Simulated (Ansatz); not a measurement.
## LaPb₃: the change of formation energy and pressure with volume per atom

Plane-wave density functional theory, PAW datasets, Gaussian smearing 0.05 eV: one cell in which all forces lie under 0.002 eV/angstrom; stress (xx yy zz yz xz xy) and pressure positive in compression; site moments are of spin alone; formation energy from the elements run alike, uncorrected. The results are calculated, by Ansatz 0.2.0.

Cell of the first row (space group Pm-3m, No. 221):
```
cell vectors (Å)
   4.8143     0.0000     0.0000
   0.0000     4.8143     0.0000
   0.0000     0.0000     4.8143
atoms (fractions of the cell vectors)
La  0.00000  0.00000  0.00000
Pb  0.00000  0.50000  0.50000
Pb  0.50000  0.50000  0.00000
Pb  0.50000  0.00000  0.50000
```

Settings of every row: paw set soft_2; functional PBEsol; spin treatment none; moment partition spheres; spin axis none; wave cutoff 420 eV; k mesh 6x6x6; SCF start atoms; lower state search light; symmetry use detected.

Atom first moment, atom hubbard u: 0 on all atoms.

Limits: formation energy without spin-orbit coupling on heavy elements.

```
row  volume per atom (Å³)  formation energy (eV per atom)  pressure (GPa)  energy above relaxed cell (meV per atom)
  1                27.897                         -0.4735           2.518                                      8.78
  2                28.478                         -0.4801           1.189                                      2.11
  3                29.059                               ?               ?                                         ?
  4                29.547                         -0.4808          -0.894                                      1.39
  5                 29.64                         -0.4803          -1.056                                      1.96
  6                29.816                         -0.4789          -1.352                                      3.28
  7                30.221                         -0.4747          -2.000                                      7.55
```

Question: what formation energy and pressure should row 3 give?

Worked fit of formation energy. Take u = (V_r/V)^(2/3) − 1 with V_r = 29.593 Å³ an atom, which is twice the finite (Eulerian) strain; such expansions in the strain, on which the Birch-Murnaghan equation of state is built, carry the rest volume and the bulk modulus. The shown rows have u = 0.04013, 0.02593, 0.00104, -0.00106, -0.00499, -0.0139. Least squares give formation energy = −0.48056 − 0.2688 × u + 11.075 × u² eV per atom; a straight line predicts inner rows, each left out in turn, worse (root mean square 0.0028 against 4.7e-05 eV per atom). All shown rows lie on it to the printed digit. The withheld row has u = 0.01221, so the fit gives −0.48056 − 0.2688 × (0.01221) + 11.075 × (0.01221)² = -0.4822 eV per atom.

The calculation gave -0.4822 eV per atom. The fit meets it to the printed digit.

Worked fit of pressure. Take u = (V_r/V)^(2/3) − 1 with V_r = 29.593 Å³ an atom, which is twice the finite (Eulerian) strain; such expansions in the strain, on which the Birch-Murnaghan equation of state is built, carry the rest volume and the bulk modulus. The shown rows have u = 0.04013, 0.02593, 0.00104, -0.00106, -0.00499, -0.0139. Least squares give pressure = −0.9748 + 77.103 × u + 247.06 × u² GPa; a straight line predicts inner rows, each left out in turn, worse (root mean square 0.063 against 0.0018 GPa). The rows lie off it by 0.001, -0.002, 0.000, 0.000, 0.001, -0.001. The pressure vanishes at u = 0.0122, or V = 29.06 Å³ an atom, and there the bulk modulus at fixed shape and fractions is B = −V dP/dV = (2/3)(1 + u) dP/du = 56.1 GPa. The withheld row has u = 0.01221, so the fit gives −0.9748 + 77.103 × (0.01221) + 247.06 × (0.01221)² = 0.003 GPa.

The calculation gave 0.003 GPa. The fit meets it to the printed digit.

The other values of row 3: energy above relaxed cell 0 meV per atom.
